Q: I need the attraction between H₂ and F₂ while they are still two separate molecules. For reaction energies I accept an error of 1 kcal/mol. Will any common method do?

A: By that standard every method here passes, and the standard is useless. The attraction is estimated at only about 0.15 kcal/mol, a quarter of the thermal energy kT at room temperature. Hartree-Fock (HF) is off by just 0.29 kcal/mol from the estimated coupled-cluster limit, yet it makes the molecules repel. For the depth of such a well, ask for an error of a few hundredths.

H2 and F2 (SMILES [H][H].FF) at their PBE0-D4/def2-TZVP minimum, gas phase; Ansatz 0.2.0, def2-TZVPPD, frozen cores for wave-function correlation. Interaction energies include counterpoise (negative binds); the superposition error is corrected less uncorrected. The reference is an estimate of the CCSD(T) basis-set limit, as a rule a focal-point one: Hartree-Fock and MP2 correlation extrapolated from triple and quadruple zeta, plus the difference between CCSD(T) and MP2 from triple zeta alone.

```
   method            class  exact exchange, short range (%)  exact exchange, long range (%)  interaction (kcal/mol)  interaction less reference (kcal/mol)  superposition error (kcal/mol)
   PBE-D4              GGA                                0                               0                   -0.27                                  -0.12                            0.02
revPBE-D4              GGA                                0                               0                   -0.07                                   0.08                            0.02
  BLYP-D4              GGA                                0                               0                    0.06                                   0.21                            0.02
r2SCAN-D4         meta-GGA                                0                               0                   -0.09                                   0.07                            0.02
   B97M-V         meta-GGA                                0                               0                   -0.16                                  -0.01                            0.01
  PBE0-D4    global hybrid                               25                              25                   -0.19                                  -0.04                            0.02
 B3LYP-D4    global hybrid                               20                              20                   -0.03                                   0.12                            0.02
 HSE06-D4  screened hybrid                               25                               0                   -0.20                                  -0.05                            0.02
  wB97X-V  range-separated                               17                             100                   -0.19                                  -0.04                            0.01
  wB97M-V  range-separated                               15                             100                   -0.16                                  -0.01                            0.02
   B2PLYP    double hybrid                               53                              53                    0.00                                   0.15                            0.04
       HF     Hartree-Fock                              100                             100                    0.14                                   0.29                            0.02
      MP2    wave function                              n/a                             n/a                   -0.11                                   0.04                            0.10
     CCSD    wave function                              n/a                             n/a                   -0.10                                   0.06                            0.10
  CCSD(T)    wave function                              n/a                             n/a                   -0.14                                   0.02                            0.11
```

Q: Why does HF fail even in the sign?

A: Each electron in HF feels only the average field of the others. In reality a brief shift of charge in one molecule induces a matching shift in its neighbour, and the two attract. This is dispersion, and it is a correlation effect. Without it, the repulsion between the overlapping electron clouds wins at this distance. From HF to CCSD(T) the interaction changes by −0.28 kcal/mol, and London's formula with rough polarizabilities gives about −0.2, the same order, so most of that step is probably dispersion. All this holds for one arrangement, with H₂ pointing at the side of F₂; at another distance HF might still find a shallow minimum.

Q: B2PLYP contains correlation of the MP2 kind. Why does it not bind?

A: Probably because it contains too little of it. Only 27% of the perturbative correlation enters, and this run adds no dispersion correction. If correlation effects simply add, B2PLYP should lie 27% of the way from HF to MP2:

E ≈ E(HF) + 0.27 × [E(MP2) − E(HF)]
E ≈ 0.14 + 0.27 × (−0.11 − 0.14) ≈ 0.07 kcal/mol

Here E is the interaction energy, and the B2PLYP result was not used to set the estimate. The calculation gives 0.00. The estimate too finds no binding, but it accounts for only half of the gain over HF. It treats all exchange as that of HF, and it leaves out the density-functional correlation and the different orbitals of B2PLYP. The small share of perturbative correlation is therefore a likely reason for the missing attraction at this distance, not a proven one. A little farther apart, B2PLYP may still bind weakly.

Q: Then for ordinary functionals, should I look for more exact exchange?

A: The table gives no support for that rule. Going from PBE-D4 to PBE0-D4 weakens the attraction by 0.08 kcal/mol, while going from BLYP-D4 to B3LYP-D4 shifts the interaction by 0.09 the other way, from a slight repulsion to a slight attraction. PBE-D4 and revPBE-D4 have no exact exchange at all and still differ by 0.20.

What probably matters more is how strongly a functional repels where the two electron clouds barely overlap. PBE exchange is known to be softer there than the exchange in revPBE or BLYP, which fits PBE-D4 binding the most strongly of the three. The D4 dispersion correction is adjusted to each functional, so these pairs do not isolate exchange completely.

Q: Which functional would you use, then?

A: For this pair, B97M-V or wB97M-V. Behind them wB97X-V and PBE0-D4 tie, each binding more strongly than the estimated limit by 0.04 kcal/mol. The three functionals whose names end in -V treat dispersion through a term that depends on the electron density, and their mean error is 0.02 kcal/mol from the estimated limit, against 0.10 for the seven D4 functionals. I suspect the reason is that each was parametrized as a whole, with weakly bound complexes among the data, but one complex cannot settle that. B97M-V also avoids the cost of exact exchange. If your code offers only PBE0-D4 or HSE06-D4, expect the attraction to come out stronger than the estimated limit by a quarter to a third.

Q: Why not go straight to CCSD(T)?

A: Use it to check a few structures, and watch the basis set. In the complex, each molecule borrows its neighbour's basis functions to improve its own correlation energy, which looks like extra attraction. For CCSD(T) this superposition error is 0.11 kcal/mol, about three quarters of the binding itself. Most functionals show only 0.01 to 0.02, because they take correlation from the density and need fewer basis functions for it.

The counterpoise correction computes each molecule with its neighbour's functions present. Without it CCSD(T) overbinds by 0.09 kcal/mol relative to the estimated limit; with it, the difference is 0.02. That small number says nothing about the truth of CCSD(T), and it tests the basis set only in part. As a rule only the HF and MP2 parts of the limit are extrapolated, while the step from MP2 to CCSD(T) comes from triple zeta alone, so a basis-set error in that step would largely cancel from the comparison.

Q: And what does the extra rigour cost?

A: By formal scaling, a system twice as large costs about 32 times as much with MP2 and 128 times as much with CCSD(T). Here the two differ by only 0.03 kcal/mol, so for this pair MP2 with counterpoise is a reasonable middle step, though it comes no closer to the estimated limit than PBE0-D4. Do not carry that over to stacked aromatic molecules, which MP2 binds much too strongly. I would not rank methods that differ by 0.02 or less. There is also a weakness in the starting point of the wave-function methods: for F₂ and for the complex, the restricted HF solution, with electrons paired in shared orbitals, is unstable towards an unrestricted one. Coupled cluster makes up for much of that near the normal bond length, MP2 for less. The B2PLYP solution passed the same test; for the other functionals no such test is reported. The estimated limit is built on the restricted HF solution too, so it deserves a little less trust than usual.

Q: My simulation runs at room temperature. Do I need any of this?

A: Not to judge whether the attraction can hold the pair together against thermal motion. Even PBE-D4, which binds most strongly, gives less than half of kT. You need the better levels when the shape or depth of the well itself enters your model. The steps between methods and the tests of the counterpoise correction are in the output printed below.

Printed output of the fit:

```
Limit value of the interaction (kcal/mol): -0.152
Errors by method:
        row  size of error in % of limit binding  interaction without counterpoise (kcal/mol)
     PBE-D4                                78.95                                        -0.29
  revPBE-D4                                52.63                                        -0.09
    BLYP-D4                                138.2                                         0.04
  r2SCAN-D4                                46.05                                        -0.11
     B97M-V                                6.579                                        -0.17
    PBE0-D4                                26.32                                        -0.21
   B3LYP-D4                                78.95                                        -0.05
   HSE06-D4                                32.89                                        -0.22
    wB97X-V                                26.32                                         -0.2
    wB97M-V                                6.579                                        -0.18
     B2PLYP                                98.68                                        -0.04
         HF                                190.8                                         0.12
        MP2                                26.32                                        -0.21
       CCSD                                39.47                                         -0.2
    CCSD(T)                                13.16                                        -0.25
Step HF to MP2 (kcal/mol): -0.25
Step MP2 to CCSD (kcal/mol): 0.01
Step CCSD to CCSD(T) (kcal/mol): -0.04
Whole correlation step HF to CCSD(T) (kcal/mol): -0.28
Distance between molecular centres (angstrom): 3.318
London estimate of dispersion, order of magnitude only (kcal/mol): -0.2088
B2PLYP interaction predicted from HF plus 27% of the MP2 step (kcal/mol): 0.0725
Miss of that prediction, predicted less computed (kcal/mol): 0.0725
B2PLYP superposition error predicted in the same way (kcal/mol): 0.0416
Change PBE-D4 to PBE0-D4 (kcal/mol): 0.08
Change BLYP-D4 to B3LYP-D4 (kcal/mol): -0.09
Change PBE-D4 to revPBE-D4 (kcal/mol): 0.2
Change PBE-D4 to BLYP-D4 (kcal/mol): 0.33
Mean size of error of the seven D4 functionals (kcal/mol): 0.09857
Mean size of error of the three VV10 functionals (kcal/mol): 0.02
CCSD(T) error without counterpoise (kcal/mol): -0.09
CCSD(T) error with half counterpoise (kcal/mol): -0.035
Thermal energy kT at 298 K (kcal/mol): 0.5922
Cost factor of MP2 when the system doubles (fifth power): 32
Cost factor of CCSD(T) when the system doubles (seventh power): 128
```
